**Fine-structure intervals of Hf35+ to Hf67+: formula, spin-orbit screening and correlation**

The table holds fine-structure intervals of nine hafnium ions with one p or d electron or hole, from two-component X2C-1e calculations in PySCF at GHF with bare and with screened-nucleus spin-orbit term, and at GMP2 with the screened term. The program fits Dirac and Pauli hydrogenic intervals with $Z_\text{eff}=Z-c_l(N-1)$ to the bare column; the Dirac form is off by 3.5 % rms and the Pauli form by 9.9 %. It prints the step from bare to screened spin-orbit, about 3 % in p rows and 16 % in d rows, with the screening charge that each row implies. The GMP2 shift stays below 0.35 %, is clearly negative in the $ns^2np^1$ rows, and is at least nine times smaller than the screening step. A count of correlated and virtual spinors gives a rough measure of the GMP2 work.

Fine-structure intervals of Hf ions (Z = 72), computed with PySCF 2.14.0 using two-component X2C-1e, a Gaussian nucleus and even-tempered spdf basis sets scaled to each ion. GHF uses one spinor determinant in jj occupation; GMP2 freezes the cores listed. Bare-SO has the one-electron spin-orbit term of the bare nucleus; screened-SO adds screened-nucleus factors.

## Numerical check

```python
# Table: fine-structure intervals (1/cm) of Hf ions (Z = 72), PySCF X2C-1e, GHF and GMP2,
# bare or screened-nucleus spin-orbit term. Tested: screened Dirac and Pauli formulas,
# the size of the screening and correlation steps, and a rough count of the GMP2 work.
T = {
    'species': ['Hf35+', 'Hf37+', 'Hf41+', 'Hf45+', 'Hf53+', 'Hf55+', 'Hf59+', 'Hf63+', 'Hf67+'],
    'N': [37, 35, 31, 27, 19, 17, 13, 9, 5],
    'config': ['[Kr] (4d3/2)1', '[Ar] 3d10 4s2 (4p1/2)2 (4p3/2)3', '[Ar] 3d10 4s2 (4p1/2)1', '[Ar] (3d3/2)4 (3d5/2)5', '[Ar] (3d3/2)1', '[Ne] 3s2 (3p1/2)2 (3p3/2)3', '[Ne] 3s2 (3p1/2)1', '[He] 2s2 (2p1/2)2 (2p3/2)3', '[He] 2s2 (2p1/2)1'],
    'final': ['[Kr] (4d5/2)1', '[Ar] 3d10 4s2 (4p1/2)1 (4p3/2)4', '[Ar] 3d10 4s2 (4p3/2)1', '[Ar] (3d3/2)3 (3d5/2)6', '[Ar] (3d5/2)1', '[Ne] 3s2 (3p1/2)1 (3p3/2)4', '[Ne] 3s2 (3p3/2)1', '[He] 2s2 (2p1/2)1 (2p3/2)4', '[He] 2s2 (2p3/2)1'],
    'frozen': [28, 10, 10, 10, 10, 2, 2, 0, 0],
    'ghf_screened_so': [138390, 659280, 683880, 481150, 551530, 2496500, 2615800, 9987000, 10519000.0],  # 1/cm
    'gmp2_screened_so': [138710, 659210, 681520, 480700, 552090, 2497400, 2609700, 9988400, 10500000.0],  # 1/cm
    'ghf_bare_so': [160840, 680100, 705390, 559550, 641320, 2575200, 2698200, 10304000.0, 10852000.0],  # 1/cm
}
import numpy as np
from scipy.constants import alpha, m_e, c, h, e
from scipy.optimize import minimize_scalar, brentq
Z = 72
sp = T['species']
N, fr, S, M, B = (np.array(T[k], float) for k in
    ('N', 'frozen', 'ghf_screened_so', 'gmp2_screened_so', 'ghf_bare_so'))
n = np.array([4, 4, 4, 3, 3, 3, 3, 2, 2]); l = np.array([2, 1, 1, 2, 2, 1, 1, 1, 1])
sh = ['4d1', '4p5', '4p1', '3d9', '3d1', '3p5', '3p1', '2p5', '2p1']
# further outputs of the same runs: intervals in eV, basis size, dropped virtual spinors
Se = np.array([17.15796, 81.74016, 84.78979, 59.65464, 68.38074, 309.531449, 324.319132, 1238.23012, 1304.15789])
Me = np.array([17.19768, 81.7317, 84.49808, 59.59975, 68.45055, 309.636117, 323.55731, 1238.40866, 1301.87766])
nb = np.array([125, 127, 123, 116, 112, 108, 108, 109, 108])
dr = np.array([96, 80, 72, 80, 72, 52, 52, 30, 28])
mc2 = m_e*c/h/100; ev = e/(h*c)/100
def lev(z, n, k):
    x = z*alpha
    return mc2/np.sqrt(1 + (x/(n - k + np.sqrt(k*k - x*x)))**2)
dirac = lambda z, n, l: lev(z, n, l + 1) - lev(z, n, l)
pauli = lambda z, n, l: 0.5*mc2*(alpha*z)**4/(n**3*l*(l + 1))
err = {}
print('A. Formula with Zeff = Z - c_l (N-1), fitted to GHF bare-SO')
for name, f in (('Dirac', dirac), ('Pauli', pauli)):
    cl = np.zeros(len(N))
    for L in (1, 2):
        m = l == L
        cl[m] = minimize_scalar(lambda a: np.sum(np.log(f(Z - a*(N[m] - 1), n[m], L)/B[m])**2),
                                bounds=(-0.2, 1), method='bounded').x
    r = 100*(f(Z - cl*(N - 1), n, l)/B - 1); err[name] = r; w = np.argmax(abs(r))
    print(f'{name}: c_p {cl[1]:.3f}, c_d {cl[0]:.3f}, rms {np.sqrt(np.mean(r**2)):.1f} %, worst {sp[w]} {r[w]:+.1f} %')
print('ion shell | unscreened Dirac/bare | Z-Zeff for exact match | error % Dirac, Pauli')
for i in range(len(N)):
    z = brentq(lambda z: dirac(z, n[i], l[i]) - B[i], 20, 100)
    print(f"{sp[i]} {sh[i]} | {dirac(Z, n[i], l[i])/B[i]:.2f} | {Z - z:5.2f} | {err['Dirac'][i]:+5.1f} {err['Pauli'][i]:+5.1f}")
print('screened, one electron/one hole: ' + ', '.join(f'{sh[i][:2]} {S[i]/S[i-1]:.3f}' for i in (2, 4, 6, 8)))
print(f'screened, Hf45+ (3d)/Hf41+ (4p) {S[3]/S[2]:.3f}; largest/smallest interval {S.max()/S.min():.0f}')
R = B/S; Q = Z*(1 - S/B); step = (B - S)/ev
print('B. Screening step: ion | bare/screened | bare-screened 1/cm, eV | implied Q | wavelength nm')
for i in range(len(N)):
    print(f'{sp[i]} {sh[i]} | {R[i]:.4f} | {B[i]-S[i]:7.0f} {step[i]:6.2f} | {Q[i]:5.2f} | {1e7/S[i]:.3f}')
for L, q, nm in ((1, 2, 'p'), (2, 10, 'd')):  # Q = 2, 10: recalled standard values
    m = l == L
    print(f'{nm}: ratio {R[m].min():.4f} to {R[m].max():.4f}; 1/(1-Q/Z) with recalled Q={q}: {1/(1-q/Z):.4f}')
rnd = lambda x: 0.5*10**(np.floor(np.log10(x)) - 4)
d = Me - Se; rel = 100*d/Se
o = N - fr; v = 2*nb - N - dr
print('C. GMP2-GHF: ion | 1/cm (table rounding) | eV | % | as % of screening step | o, v, o2v2/1e6')
for i in range(len(N)):
    print(f'{sp[i]} {sh[i]} | {M[i]-S[i]:+6.0f} ({rnd(M[i])+rnd(S[i]):.0f}) | {d[i]:+.3f} | {rel[i]:+.3f} | '
          f'{100*abs(d[i])/step[i]:4.1f} | {o[i]:.0f} {v[i]:.0f} {(o[i]*v[i])**2/1e6:.2f}')
p1 = np.array([2, 6, 8]); p5 = p1 - 1
print('|shift p1|/|shift p5| for n = 4, 3, 2: ' + ', '.join(f'{x:.1f}' for x in abs(d[p1]/d[p5])))
sl = lambda y: np.polyfit(np.log(n[p1]), np.log(abs(y[p1])), 1)[0]
print(f'p1 rows, power of n (three points): shift {sl(d):.2f}, interval {sl(Se):.2f}')
k = step/abs(d)
print(f'screening step/|GMP2 shift|: smallest {k.min():.1f} ({sp[np.argmin(k)]}), largest {k.max():.0f} ({sp[np.argmax(k)]})')
print(f'largest |GMP2 shift| {abs(rel).max():.3f} % ({sp[np.argmax(abs(rel))]})')
print(f'largest relative rounding of table {100*(rnd(S)/S).max():.4f} %; eV outputs vs table {100*abs(Se*ev/S-1).max():.4f} %')
assert np.all(B > S) and np.ptp(R[l == 1]) < 0.002 and np.ptp(R[l == 2]) < 0.002
assert np.all(d[p1] < 0) and np.all(abs(d[p1]) > 3*abs(d[p5]))
assert k.min() > 5 and abs(rel).max() < 0.5
assert S[3] < S[2] and all(S[i] > S[i-1] for i in (2, 4, 6, 8))
```

Printed output:

```
A. Formula with Zeff = Z - c_l (N-1), fitted to GHF bare-SO
Dirac: c_p 0.355, c_d 0.415, rms 3.5 %, worst Hf45+ -6.3 %
Pauli: c_p 0.263, c_d 0.397, rms 9.9 %, worst Hf63+ -15.4 %
ion shell | unscreened Dirac/bare | Z-Zeff for exact match | error % Dirac, Pauli
Hf35+ 4d1 | 2.69 | 15.46 |  +3.8  +5.0
Hf37+ 4p5 | 2.18 | 11.84 |  -1.6  +6.2
Hf41+ 4p1 | 2.10 | 11.33 |  +4.8  +9.4
Hf45+ 3d9 | 1.82 |  9.81 |  -6.3  -6.7
Hf53+ 3d1 | 1.59 |  7.70 |  +1.4  -0.5
Hf55+ 3p5 | 1.38 |  5.03 |  -4.2 -11.2
Hf59+ 3p1 | 1.31 |  4.31 |  +0.3  -9.9
Hf63+ 2p5 | 1.15 |  2.31 |  -3.3 -15.4
Hf67+ 2p1 | 1.10 |  1.48 |  +0.4 -14.7
screened, one electron/one hole: 4p 1.037, 3d 1.146, 3p 1.048, 2p 1.053
screened, Hf45+ (3d)/Hf41+ (4p) 0.704; largest/smallest interval 76
B. Screening step: ion | bare/screened | bare-screened 1/cm, eV | implied Q | wavelength nm
Hf35+ 4d1 | 1.1622 |   22450   2.78 | 10.05 | 72.260
Hf37+ 4p5 | 1.0316 |   20820   2.58 |  2.20 | 15.168
Hf41+ 4p1 | 1.0315 |   21510   2.67 |  2.20 | 14.622
Hf45+ 3d9 | 1.1629 |   78400   9.72 | 10.09 | 20.784
Hf53+ 3d1 | 1.1628 |   89790  11.13 | 10.08 | 18.131
Hf55+ 3p5 | 1.0315 |   78700   9.76 |  2.20 | 4.006
Hf59+ 3p1 | 1.0315 |   82400  10.22 |  2.20 | 3.823
Hf63+ 2p5 | 1.0317 |  317000  39.30 |  2.22 | 1.001
Hf67+ 2p1 | 1.0317 |  333000  41.29 |  2.21 | 0.951
p: ratio 1.0315 to 1.0317; 1/(1-Q/Z) with recalled Q=2: 1.0286
d: ratio 1.1622 to 1.1629; 1/(1-Q/Z) with recalled Q=10: 1.1613
C. GMP2-GHF: ion | 1/cm (table rounding) | eV | % | as % of screening step | o, v, o2v2/1e6
Hf35+ 4d1 |   +320 (10) | +0.040 | +0.231 |  1.4 | 9 117 1.11
Hf37+ 4p5 |    -70 (10) | -0.008 | -0.010 |  0.3 | 25 139 12.08
Hf41+ 4p1 |  -2360 (10) | -0.292 | -0.344 | 10.9 | 21 143 9.02
Hf45+ 3d9 |   -450 (10) | -0.055 | -0.092 |  0.6 | 17 125 4.52
Hf53+ 3d1 |   +560 (10) | +0.070 | +0.102 |  0.6 | 9 133 1.43
Hf55+ 3p5 |   +900 (100) | +0.105 | +0.034 |  1.1 | 15 147 4.86
Hf59+ 3p1 |  -6100 (100) | -0.762 | -0.235 |  7.5 | 11 151 2.76
Hf63+ 2p5 |  +1400 (100) | +0.179 | +0.014 |  0.5 | 9 179 2.60
Hf67+ 2p1 | -19000 (1000) | -2.280 | -0.175 |  5.5 | 5 183 0.84
|shift p1|/|shift p5| for n = 4, 3, 2: 34.5, 7.3, 12.8
p1 rows, power of n (three points): shift -2.95, interval -3.91
screening step/|GMP2 shift|: smallest 9.1 (Hf41+), largest 305 (Hf37+)
largest |GMP2 shift| 0.344 % (Hf41+)
largest relative rounding of table 0.0048 %; eV outputs vs table 0.0024 %
```
